## Question

The table follows gallium nitride in the wurtzite structure, calculated with the hybrid functional HSE06, at a series of volumes per atom. The shape of the cell, given by c/a, is held fixed, the atoms inside it were relaxed with the functional r2SCAN, and the shortest distance is the Ga–N bond. The band gap separates the highest filled level from the lowest empty one. In every row both levels lie at Γ, where the electron wave repeats without change of phase from cell to cell, so the band gap and the least direct gap are the same.

Wurtzite GaN (4-atom cell) at several volumes, calculated with Ansatz 0.2.0 using HSE06, PAW potentials, a 420 eV plane-wave cutoff and a 6×6×4 k mesh, without spin polarisation or spin–orbit coupling. Atomic positions were relaxed with r2SCAN. Gaps are the least found over the mesh and the named k points.

| volume (Å³/atom) | c/a | shortest distance (Å) | band gap (eV) | least direct gap (eV) |
| --- | --- | --- | --- | --- |
| 9.609 | 1.6285 | 1.840 | 4.467 | 4.467 |
| 9.750 | 1.6284 | 1.849 | 4.360 | 4.360 |
| 10.379 | 1.6284 | 1.888 | 3.891 | 3.891 |
| 10.703 | 1.6285 | 1.907 | 3.660 | 3.660 |
| 11.034 | 1.6285 | 1.926 | 3.428 | 3.428 |
| 11.202 | 1.6285 | 1.936 | 3.314 | 3.314 |
| 11.716 | 1.6285 | 1.965 | 2.971 | 2.971 |
| 12.068 | 1.6285 | 1.984 | 2.745 | 2.745 |
| 12.246 | 1.6285 | 1.994 | 2.634 | 2.634 |
| 12.379 | 1.6285 | 2.001 | 2.552 | 2.552 |
| 12.751 | 1.6285 | 2.021 | 2.327 | 2.327 |
| 12.791 | 1.6285 | 2.023 | 2.302 | 2.302 |

(a) How does the gap respond to volume, and which orbitals are responsible? Does any row break the pattern?

(b) Find a simple law from the rows at 11.034 and 11.716 Å³/atom, and test it on the gap at 9.609 Å³/atom.

(c) The same calculations give pressures of 47.7 and 22.0 GPa at 9.609 and 10.379 Å³/atom, and of −10.4 and −17.8 GPa at 12.068 and 12.751 Å³/atom; a negative sign means uniform tension. Find the change of the gap per GPa in each interval. Do the electrons respond more weakly to a change of volume in the compressed crystal?

## Model answer

**(a)** The gap falls in every step as the crystal expands, and it loses nearly half its size over the series. The reason lies in the different character of the two levels. The lowest empty level at Γ is built from s orbitals of gallium and nitrogen, combined with opposite signs on neighbouring atoms. Such an antibonding state has a node in each bond, and its energy climbs when the atoms are pushed together and their orbitals overlap more.

The highest filled level consists mainly of nitrogen p orbitals and does not share this strong antibonding rise. The filled gallium 3d shell below it, which these calculations treat among the valence electrons, is expected to push it up somewhat on compression, but by less. Compression therefore lifts the empty level relative to the filled one and opens the gap, while expansion closes it. This assignment of orbitals comes from general band theory; the calculation supplies the gaps but no orbital weights that would test it.

No row breaks the pattern. The steps in the gap are unequal mainly because the volumes are unevenly spaced; the fall per Å³ also eases gently as the crystal expands. The smallest step, between the last two rows, joins two nearly equal volumes, and a slope taken from that pair alone would hang on the last printed digits.

**(b)** For a small strain, the shift of the gap is proportional to the fractional change of volume. If the factor of proportion, D, stays the same as the strain grows, the small shifts add up to a logarithm:

change of gap = D × ln(V₂/V₁)

Here V₁ and V₂ are the volumes before and after. The two given rows fix D:

D = (2.971 − 3.428) eV / ln(11.716/11.034) = −7.62 eV

An expansion by one per cent in volume thus lowers the gap by about 0.08 eV. Going from 11.034 down to 9.609 Å³/atom, the law predicts

gap = 3.428 eV − 7.62 eV × ln(9.609/11.034) = 4.48 eV

The table has 4.467 eV. The error is about 0.015 eV, between one and two per cent of the shift of roughly one electronvolt that was to be predicted. The row at 9.609 Å³/atom played no part in finding D, so the comparison tests the law at a volume well outside the interval used.

**(c)** In the compressed interval the gap changes by 0.576 eV over 25.7 GPa, which is 22 meV per GPa. In the stretched interval it changes by 0.418 eV over 7.4 GPa, which is between 56 and 57 meV per GPa.

It is tempting to conclude that compression makes the electrons less sensitive, but D hardly changes: taken from the end points of each interval, it is −7.47 eV in the compressed one and −7.59 eV in the stretched one, a weakening of only about two per cent. What changes is the stiffness of the crystal. The bulk modulus, the pressure needed per fractional change of volume, averages 333 GPa in the compressed interval and 134 GPa in the stretched one. A further GPa squeezes the compressed crystal much less, and so moves its gap much less.

The two effects combine as

change of gap per GPa = −D / bulk modulus

This relation is exact for small steps and so explains nothing by itself. Its use is to separate an electronic factor, which is nearly constant, from a mechanical one, which carries almost all of the curvature of the gap against pressure.

## Remarks on the reasoning

The logarithmic law deserves a broader test than one pair of rows. Fitted to the eight rows from 10.379 to 12.379 Å³/atom, it gives nearly the same D and predicts the four outer rows to about 0.01 eV or better, as the output below shows. Its largest misses are at the two smallest volumes, where it puts the gap slightly too high.

The orbital picture explains the direction of the trend better than its form. A simple model lets the coupling between neighbouring orbitals fall as the inverse square of the bond length. A gap made of a constant plus such a term, fitted to the same eight rows, should respond less and less to each fractional change of volume as the crystal expands. The calculated response does not weaken in this way; it is slightly smaller on the compressed side. This second law overshoots the gap at 9.609 Å³/atom by 0.08 eV, and it needs a constant of about −8.2 eV, so its two numbers have no direct physical reading. Either the coupling does not follow this simple law, or some other contribution offsets it. One candidate is the repulsion from the gallium 3d shell, which is expected to grow steeply on compression and to lift the filled level; these data do not decide the point.

A good answer to (c) also asks whether the pressures can bear the argument, since the stresses were computed with loose convergence thresholds. Pressures derived independently from the total energies agree with them to about 0.5 GPa in every step. That is far too little to produce the difference in stiffness.

Two cautions matter when the result is used. The first two rows, above 40 GPa, lie in a range where real gallium nitride tends towards the rocksalt structure, and the last six need a strong uniform tension that a bulk sample can hardly be given. These rows serve more to test the law than to predict a measurement. At zero pressure the fitted gap is 3.19 eV, below the measured value of roughly 3.5 eV (a recalled figure). Atomic vibrations, which are left out here, would lower the calculated gap further, so they do not account for the shortfall. The likely cause is the functional: the standard share of exact exchange in HSE06 is known to be somewhat small for GaN.

For an engineer, D is the number to carry away, provided that the crystal is strained equally in all directions. A film stretched in its plane by a substrate also changes its c/a, which this series keeps fixed. Heating shifts the gap through atomic vibrations as well as through expansion. For a related semiconductor, the first question is which states border the gap: where an antibonding s level lies above a p level at Γ, compression should again open it, as long as no empty level at another k point becomes the lowest.

The analysis program printed:

```
volume at zero pressure, interpolated (Å³/atom): 11.38
fall of the gap from smallest to largest volume (eV): 2.165
the same fall in % of the largest gap: 48.47
growth of the volume over the series (%): 33.11
gap slope per unit of ln V, 9.609 to 10.379 (eV): -7.472
gap slope per unit of ln V, 11.034 to 11.716 (eV): -7.62
gap slope per unit of ln V, 12.068 to 12.751 (eV): -7.593
mean bulk modulus, 9.609 to 10.379 (GPa): 333.5
mean bulk modulus, 11.034 to 11.716 (GPa): 199.5
mean bulk modulus, 12.068 to 12.751 (GPa): 134.3
rise of the gap with pressure, 9.609 to 10.379 (meV/GPa): 22.41
rise of the gap with pressure, 11.034 to 11.716 (meV/GPa): 38.19
rise of the gap with pressure, 12.068 to 12.751 (meV/GPa): 56.54
largest difference of step pressure from stress and from energies (GPa): 0.5079
fit of band_gap on 8 rows ((vol > 10) & (vol < 12.5)): constant 3.191 +/- 0.00043, coefficient of L -7.609 +/- 0.0069; rms 0.00104, worst 10.379 0.00199, leave-one-out rms 0.00157
  rows outside the fit (model, value, miss): 9.609 4.48, 4.467, 0.0125; 9.75 4.369, 4.36, 0.00868; 12.751 2.327, 2.327, -0.000146; 12.791 2.303, 2.302, 0.00102
fit of band_gap on 8 rows ((vol > 10) & (vol < 12.5)): constant -8.223 +/- 0.08, coefficient of H 11.4 +/- 0.081; rms 0.00806, worst 10.379 0.0139, leave-one-out rms 0.0121
  rows outside the fit (model, value, miss): 9.609 4.544, 4.467, 0.0774; 9.75 4.421, 4.36, 0.061; 12.751 2.35, 2.327, 0.0228; 12.791 2.328, 2.302, 0.0258
slope per unit of ln V at zero pressure if the whole gap went as 1/d² (eV): -2.127
slope of the inverse-square fit, 9.609 to 10.379 (eV): -8.297
slope of the inverse-square fit, 12.068 to 12.751 (eV): -7.179
```
